# Ensemble variational principle: the $1\,^1S$ and $2\,^1S$ states of a two-electron ion

Atomic units, nonrelativistic $H$, fixed nucleus of charge $Z$. $E_1<E_2<\dots$ are the exact $^1S$ levels, with states $\phi_j$.

## Theorem (Gross, Oliveira, Kohn 1988)

For orthonormal $^1S$ functions $\Psi_i$, $H_{ii}=\langle\Psi_i|H|\Psi_i\rangle$ and $w_1\ge\dots\ge w_K\ge w_{K+1}\equiv0$:
$$W=\sum_{i\le K} w_iH_{ii}\ \ge\ \sum_{i\le K} w_iE_i .$$
Proof. $W=\sum_k(w_k-w_{k+1})S_k$ with $S_k=\sum_{i\le k}H_{ii}$. Let $n_j=\sum_{i\le k}|\langle\phi_j|\Psi_i\rangle|^2$, so $0\le n_j\le1$ and $\sum_jn_j=k$ (continuum included). Then
$$S_k-\sum_{j\le k}E_j=\sum_{j\le k}(1-n_j)(E_k-E_j)+\sum_{j>k}n_j(E_j-E_k)\ge0 .$$
Equality fixes the span of $\Psi_1,\dots,\Psi_k$ wherever $w_k>w_{k+1}$. Hence $w_1>\dots>w_K>0$ selects each state, while equal weights fix only the span. VMC states overlap: minimise $\mathrm{Tr}\,\mathbf S^{-1}\mathbf H$, then solve $\mathbf{Hc}=E\,\mathbf{Sc}$.

Question: trial pair $1s^2$, singlet $1s2s$, equal weights. By what $\delta$ does the final diagonalisation move each energy?

## Estimate

- Bare hydrogenic orbitals. The partner electron lies inside with probability $1/2$: perturbation $\sigma/r$, $\sigma\approx0.5$.
- $\langle1s|r^{-1}|2s\rangle\approx0.2Z$. Either electron can be promoted, giving $\sqrt2$: $H_{12}\approx0.14Z$.
- Gap $3Z^2/8\approx0.4Z^2$.
- $\delta\approx H_{12}^2/\text{gap}\approx0.05\,E_h$, independent of $Z$.

## Calculation

Hydrogenic $1s,2s$ with common charge $\zeta=Z-s$, orthonormal, positive at the nucleus. Integrals in units of $\zeta$: $(11|11)=\frac58$, $J+K=\frac{17}{81}+\frac{16}{729}=\frac{169}{729}$, $(11|12)=\frac{4096\sqrt2}{64827}$, $\langle1|r^{-1}|2\rangle=\frac{4\sqrt2}{27}$.
$$H_{11}=\zeta^2-2Z\zeta+\tfrac58\zeta,\qquad H_{22}=\tfrac58\zeta^2-\tfrac54Z\zeta+\tfrac{169}{729}\zeta .$$
The one-electron operator is $h=h_\zeta-s/r$, and $h_\zeta$ (hydrogenic, charge $\zeta$) is diagonal, so
$$H_{12}=\sqrt2\,[\langle1|h|2\rangle+(11|12)]=\tfrac{8}{27}\zeta(\sigma_0-s),\qquad \sigma_0=\tfrac{1024}{2401}=0.4265 .$$
Equal weights minimise the trace: $s=\frac4{13}\left(\frac58+\frac{169}{729}\right)=0.2636$ for every $Z$, so $\sigma_0-s=0.1629$. With $\Delta=H_{22}-H_{11}$:
$$E_-=H_{11}-\delta,\quad E_+=H_{22}+\delta,\quad \delta=\tfrac12\left[\sqrt{\Delta^2+4H_{12}^2}-\Delta\right].$$
Model for Li$^+$ ($Z=3$, $\zeta=2.7364$), in $E_h$:

| $H_{11}$ | $H_{22}$ | $H_{12}$ | $\Delta$ | $E_-$ | $E_+$ | $\delta$ |
|---|---|---|---|---|---|---|
| $-7.2203$ | $-4.9472$ | $0.1320$ | $2.2731$ | $-7.2279$ | $-4.9396$ | $0.00764$ |

For $Z\to\infty$, $\Delta\to3\zeta^2/8$ and $\delta\to\frac83\left(\frac8{27}\right)^2(\sigma_0-s)^2=0.0062\,E_h$.

At fixed $\zeta$, rotating the pair by $\theta$ away from the eigenvectors gives
$$W=w_1E_-+w_2E_++(w_1-w_2)(E_+-E_-)\sin^2\theta ,$$
flat for $w_1=w_2$; nearly equal weights leave $\theta$ to statistical noise. The bare configurations sit at $\theta=3.3^\circ$, from $\tan2\theta=2H_{12}/\Delta$. $E_+\ge E_2$ by the Hylleraas–Undheim–MacDonald theorem; $H_{22}$, lying below $E_+$, has no such guarantee.

## Why the estimate is 6.5 times too large

Write $\delta=A\times(\text{screening})^2$. Factors of estimate over calculation, $Z=3$:

| Source | Change | Factor |
|---|---|---|
| screening that couples $1s$ to $2s$ | $0.5\to0.4265$ | $1.37$ |
| exponent optimisation | $0.4265\to0.1629$ | $6.86$ |
| prefactor $A$ | $0.2\to0.29$ | $0.69$ |

- Dominant: optimised orbitals already contain the screening $s$. The attraction $-s/r$ cancels most of the repulsive coupling, and $\delta$ is quadratic in the remainder. With $s=0$, $Z\to\infty$, the formula gives $0.043\,E_h$: the estimate describes unoptimised orbitals.
- $\sigma_0<0.5$: the repulsion is the potential of a smeared cloud, finite at the nucleus, not $\sigma/r$; $\sigma_0$ is the charge that reproduces its $1s$–$2s$ element.
- $A$: $0.08\to(8/27)^2=0.0878$ and $2.5\to\zeta^2/\Delta=3.29$, mainly because repulsion raises $1s^2$ more than $1s2s$ and narrows the gap.

Neglected terms rival $\delta$. Sharing $\zeta$ raises $H_{11}$ above its own minimum by $(\frac5{16}-s)^2=0.0024\,E_h$ and $H_{22}$ by $\frac58(s-\frac{676}{3645})^2=0.0038\,E_h$. Ground-state correlation, typically about $0.04\,E_h$, is several times larger than $\delta$. Thus $\delta$ belongs to the model's pair of trial functions, not to the ion: optimisation sets it, and it would vanish at $s=\sigma_0$.